# Electron capture at the B level in GaAs at 400 K: activated limit and Marcus form

## Problem

The B level is a deep hole trap in GaAs whose thermally activated electron capture was a central example of multiphonon emission in the work of Henry and Lang (1977). Model it with one configuration coordinate and two parabolas of equal curvature.

Compiled values for GaAs:

- gap $E_g(0\ \mathrm{K}) = 1.519$ eV and electron mass $m^* = 0.067\,m_e$ at 0 K (Vurgaftman 2001); the mass is used unchanged at 400 K
- LO frequency 293 cm$^{-1}$, temperature not stated (Han 2011)

Typical or assumed inputs:

- Varshni parameters $\alpha = 0.5405$ meV/K, $\beta = 204$ K (typical)
- level at $E_v + 0.71$ eV (typical), assumed to follow the valence band
- relaxation energy $\lambda = 0.19$ eV (assumed)
- electronic coupling $|V| = 20$ meV for a band state normalised in $\Omega = 5$ nm$^3$ (assumed, independent of the coordinate, any Coulomb factor absorbed)
- an alternative soft accepting mode of 10 meV (assumed)

The values of $\lambda$ and $|V|^2\Omega$ were chosen so that the classical barrier is near 0.3 eV and the prefactor cross section is of order $10^{-15}$ cm$^2$, sizes typical of electron capture at this level. All results below are the model's.

Find (a) the barrier and the regime, (b) the classical rate, capture coefficient and cross section, (c) the Marcus dictionary, (d) how far the classical limit holds at 400 K.

## Why the formula holds

Measure the coordinate $q$ in units of the displacement between the minima. The initial state (electron at the conduction band edge) has its minimum at $q=0$, the final state (electron trapped) at $q=1$:

$$U_i = \lambda q^2, \qquad U_f = \lambda (q-1)^2 - \Delta E .$$

Here $\Delta E > 0$ is the energy released between the minima, and $\lambda = S\hbar\omega$ with $S$ the Huang–Rhys factor. For classical nuclei the transition leaves position and momentum unchanged, so energy conservation in the golden rule becomes $\delta(U_i - U_f)$.

**Predict:** is $U_i - U_f$ quadratic or linear in $q$, and what distribution does it follow at temperature $T$?

The quadratic terms cancel: $X(q) = U_i - U_f = \Delta E - \lambda + 2\lambda q$. The Boltzmann distribution $P(q) = \sqrt{\lambda/\pi kT}\,e^{-\lambda q^2/kT}$ makes $X$ Gaussian with mean $\Delta E - \lambda$ and variance $2\lambda kT$. The delta function selects $q_c = -(\Delta E - \lambda)/2\lambda$ and contributes $1/|dX/dq| = 1/2\lambda$:

$$k = \frac{2\pi}{\hbar}|V|^2 F_{cl}, \qquad F_{cl} = \frac{P(q_c)}{2\lambda} = \frac{e^{-E_b/kT}}{\sqrt{4\pi\lambda kT}}, \qquad E_b = \frac{(\Delta E - \lambda)^2}{4\lambda}.$$

The mode frequency has dropped out. If $V$ depends on $q$, this limit takes its value at $q_c$.

## (a) Barrier and regime

At 400 K, $kT = 34.47$ meV. The gap is

$$E_g = 1.519\ \mathrm{eV} - \frac{\alpha T^2}{T+\beta} = 1.519\ \mathrm{eV} - 0.143\ \mathrm{eV} = 1.376\ \mathrm{eV},$$

so $\Delta E = 1.376\ \mathrm{eV} - 0.71\ \mathrm{eV} = 0.666$ eV, the value used from here on.

**Predict:** do the parabolas cross between the two minima?

They do not. With $\Delta E - \lambda = 0.476$ eV, $q_c = -1.253$: the lattice must move away from the final minimum. At $q=0$ the final surface already lies below the initial one, and the gap closes only at negative $q$. The barrier is

$$E_b = \frac{(0.476\ \mathrm{eV})^2}{4 \times 0.19\ \mathrm{eV}} = 0.298\ \mathrm{eV}, \qquad \frac{E_b}{kT} = 8.65 .$$

Equivalently, $X$ fluctuates with rms width $\sqrt{2\lambda kT} = 0.114$ eV, and $X = 0$ lies 4.16 standard deviations from the mean.

## (b) Rate and cross section

The factors are $e^{-E_b/kT} = 1.75\times10^{-4}$, $(4\pi\lambda kT)^{-1/2} = 3.49$ eV$^{-1}$ and $2\pi/\hbar = 9.546\times10^{15}$ eV$^{-1}$s$^{-1}$. Hence $F_{cl} = 6.11\times10^{-4}$ eV$^{-1}$ and

$$k = 9.546\times10^{15}\ \mathrm{eV^{-1}s^{-1}} \times (0.020\ \mathrm{eV})^2 \times 6.11\times10^{-4}\ \mathrm{eV^{-1}} = 2.33\times10^{9}\ \mathrm{s^{-1}}.$$

**Predict:** what happens to $k$ if $\Omega$ is doubled?

It halves, because the band state has amplitude $\Omega^{-1/2}$ at the defect. The volume-independent quantity is the capture coefficient

$$C_n = \Omega k = 5\times10^{-21}\ \mathrm{cm^3} \times 2.33\times10^{9}\ \mathrm{s^{-1}} = 1.17\times10^{-11}\ \mathrm{cm^3\,s^{-1}}.$$

With the rms convention $v_{th} = \sqrt{3kT/m^*} = 5.21\times10^{7}$ cm/s, the cross section is $\sigma_n = C_n/v_{th} = 2.2\times10^{-19}$ cm$^2$. Without the exponential it would be $\sigma_\infty = 1.3\times10^{-15}$ cm$^2$.

## (c) The Marcus dictionary

The nonadiabatic Marcus rate of electron transfer is

$$k_{ET} = \frac{2\pi}{\hbar}|H_{ab}|^2 \frac{1}{\sqrt{4\pi\lambda kT}} \exp\left[-\frac{(\lambda + \Delta G^\circ)^2}{4\lambda kT}\right].$$

It is the same expression under $H_{ab} = V$, reorganisation energy equal to $S\hbar\omega$, and $\Delta G^\circ = -\Delta E$. With equal curvatures the vibrational entropies of the two wells are equal, so energy and free energy differences coincide within the model. The reverse transition has $\Delta E \to -\Delta E$, and since $(\Delta E+\lambda)^2 - (\Delta E-\lambda)^2 = 4\lambda\Delta E$, the state-to-state rates have the ratio $e^{-\Delta E/kT}$ that detailed balance requires.

**Predict:** the level moves 50 meV further below the conduction band at fixed $\lambda$ and $V$. Is capture faster or slower?

Slower. For $\Delta E > \lambda$, the Marcus inverted region, $dE_b/d\Delta E = (\Delta E - \lambda)/2\lambda > 0$. Here $E_b$ rises by 0.066 eV and the classical rate is multiplied by 0.15.

The same slope acts on carriers above the band edge, which must release $\Delta E + \varepsilon$. With $x = \varepsilon/kT$, $a = (\Delta E - \lambda)/2\lambda = 1.253$, $b = kT/4\lambda = 0.0454$ and $V$ independent of $\varepsilon$, the average over a nondegenerate parabolic band multiplies $C_n$ by

$$\frac{2}{\sqrt{\pi}}\int_0^\infty x^{1/2} e^{-x}\, e^{-ax - bx^2}\,dx = 0.29,$$

which lowers the classical cross section to $6.4\times10^{-20}$ cm$^2$.

## (d) Is 400 K high temperature?

The LO quantum is $\hbar\omega = 36.33$ meV, so $kT/\hbar\omega = 0.95$.

**Predict:** will quantised vibrations raise or lower the rate?

The quantum one-mode result at constant $V$ uses the thermal weight $W_p$ for net emission of $p$ quanta. With $\theta = \hbar\omega/2kT$ and $z = S/\sinh\theta$,

$$W_p = e^{\,p\theta - S\coth\theta}\, I_p(z), \qquad F_q = \frac{W_p}{\hbar\omega}, \qquad p = \frac{\Delta E}{\hbar\omega},$$

where $I_p$ is the modified Bessel function. The weight is exact for integer $p$. Dividing by the line spacing and interpolating to non-integer $p$ gives the smooth envelope, appropriate when phonon dispersion merges the lines.

For large $\sqrt{p^2+z^2}$, $\ln I_p(z) \approx z\,[\sqrt{1+u^2} - u\,\mathrm{arsinh}\,u] - \tfrac12\ln(2\pi\sqrt{p^2+z^2})$ with $u = p/z$, and the bracket equals $1 - u^2/2 + u^4/24 - \dots$ Using $\coth\theta - 1/\sinh\theta = \tanh(\theta/2)$, the exponent is

$$p\theta - S\tanh\frac{\theta}{2} - \frac{p^2\sinh\theta}{2S} + \frac{p^4\sinh^3\theta}{24S^3} - \dots$$

Its terms of order $\theta$ sum to $-\theta(p-S)^2/2S = -E_b/kT$, the classical result. Its terms of order $\theta^3$ sum to

$$\delta = \frac{\theta^3 (p^2 - S^2)^2}{24 S^3} = \frac{(\hbar\omega)^2(\Delta E^2 - \lambda^2)^2}{192\,\lambda^3 (kT)^3} \ge 0 .$$

Tunnelling below the crossing point thus raises the exponent, and the classical limit needs $\delta \ll 1$ in addition to $kT \gg \hbar\omega$. Deep in the inverted region the condition on $\delta$ can be the stricter one.

For the LO mode, $p\theta - S\coth\theta = -1.167$ and $I_p(9.48) = 4.48\times10^{-4}$, so $W_p = 1.39\times10^{-4}$. The table lists band-edge results from the Bessel formula. The apparent activation energy is $E_{app} = -d\ln k/d(1/kT)$. At fixed $\Delta E$ it is classically $E_b - kT/2$. In the model, however, $\Delta E$ follows the gap: $d\Delta E/dT = -\alpha T(T+2\beta)/(T+\beta)^2 = -0.48$ meV/K at 400 K, or $d\Delta E/d(1/kT) = +6.6\times10^{-3}$ eV$^2$. A slope taken over temperature therefore gains the term $-(\partial\ln k/\partial\Delta E)\,d\Delta E/d(1/kT)$, which classically is $(a/kT)\,d\Delta E/d(1/kT) = 0.24$ eV. The table gives both slopes.

| | classical | 10 meV mode | LO mode |
|---|---|---|---|
| $p$ | – | 66.6 | 18.33 |
| $S$ | – | 19.0 | 5.23 |
| $\theta$ | – | 0.145 | 0.527 |
| $\delta$ | – | 0.31 | 4.1 |
| $F$ (eV$^{-1}$) | $6.11\times10^{-4}$ | $7.69\times10^{-4}$ | $3.84\times10^{-3}$ |
| $F/F_{cl}$ | 1 | 1.26 | 6.3 |
| $\sigma_n$ (cm$^2$) | $2.2\times10^{-19}$ | $2.8\times10^{-19}$ | $1.4\times10^{-18}$ |
| $E_{app}$ at fixed $\Delta E$ (eV) | 0.28 | 0.26 | 0.13 |
| $E_{app}$ with $\Delta E(T)$ (eV) | 0.52 | 0.49 | 0.29 |

For the LO mode $\delta$ serves only as a warning, since the expansion in $u$ fails for $u > 1$; the full formula gives the factor 6.3. Reducing $\delta$ to 0.1 at fixed $\Delta E$ would take about $1.4\times10^{3}$ K.

**Predict:** an Arrhenius slope taken near 400 K is read as $E_b$. In which direction is the inferred barrier biased?

Two effects oppose each other. At fixed $\Delta E$ the slope lies below $E_b$, mildly for the soft mode and, through tunnelling, by more than a factor of two for the LO mode. The shrinking gap steepens the slope, because in the inverted region a smaller $\Delta E$ speeds capture. With both included, the inferred barrier is much too high for the soft mode (0.49 eV against 0.298 eV) and close to $E_b$ for the LO mode (0.29 eV), where the two effects nearly cancel. Since $\lambda$ was chosen by placing the classical barrier at the typical slope of about 0.3 eV, that choice reproduces the slope with LO coupling, whereas the soft mode would need a larger $\lambda$, meaning a lower crossing barrier. This conclusion rests on the assumption that the level follows the valence band. The model's classical band-edge cross section of $2.2\times10^{-19}$ cm$^2$ therefore carries a factor of 0.29 from carrier energy in the classical treatment and a factor of 1.26 to 6.3 from vibrational quantisation, and fixes only an order of magnitude.